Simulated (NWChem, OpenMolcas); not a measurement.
**How basis sets differ on C2H7NSi (SMILES C=C[SiH2]N)**

The species is C2H7NSi (11 atoms), meant as a singlet with charge 0. SMILES: `C=C[SiH2]N`. The coordinates come from a PBE0-D4/def2-TZVP relaxation. This is one conformer, not always the lowest.

```xyz
11

C    -0.6761    1.3370   -0.9450
C     0.0893    1.2086    0.1351
Si    0.5965   -0.4445    0.8326
N     0.0029   -1.8037   -0.0286
H    -0.9671    2.3046   -1.3447
H    -1.0468    0.4656   -1.4791
H     0.4330    2.1167    0.6316
H     0.0995   -0.5366    2.2326
H     2.0832   -0.5167    0.8360
H     0.4049   -2.0860   -0.9063
H    -0.9538   -2.1021    0.0563
```

Quantity: the dipole moment, in D. The values are calculated.

| level | kind | program | value (D) |
| --- | --- | --- | --- |
| HF/STO-3G | Hartree–Fock | OpenMolcas | 0.57 |
| HF/3-21G | Hartree–Fock | OpenMolcas | 1.73 |
| HF/cc-pVDZ | Hartree–Fock | OpenMolcas | 1.52 |
| HF/def2-SVP | Hartree–Fock | NWChem | 1.57 |

The values span 0.57 to 1.73 D. Magnitudes only. Sets without polarisation functions give poor dipoles.

The minimal basis stands apart: STO-3G gives 0.57 D, while the other three sets fall between 1.52 and 1.73 D. Enlarging the basis does not raise the dipole steadily, since 3-21G lies above both polarised sets, which nearly agree with each other.

The net moment is a vector sum of the polar Si–N, N–H and Si–H bonds and the nitrogen lone pair, so modest errors in charge distribution can change it strongly. With a single fixed radial function per valence orbital, STO-3G cannot let the density expand on electronegative nitrogen and contract on electropositive silicon. Splitting the valence shell removes much of that constraint. Polarisation functions then let the density shift off-centre and better describe delocalisation of the nitrogen lone pair into silicon-centred σ* orbitals, which probably accounts for the lower values than with 3-21G.

The closeness of cc-pVDZ and def2-SVP does not establish the Hartree–Fock limit, because both are double-zeta sets without diffuse functions and may share the same remaining error.
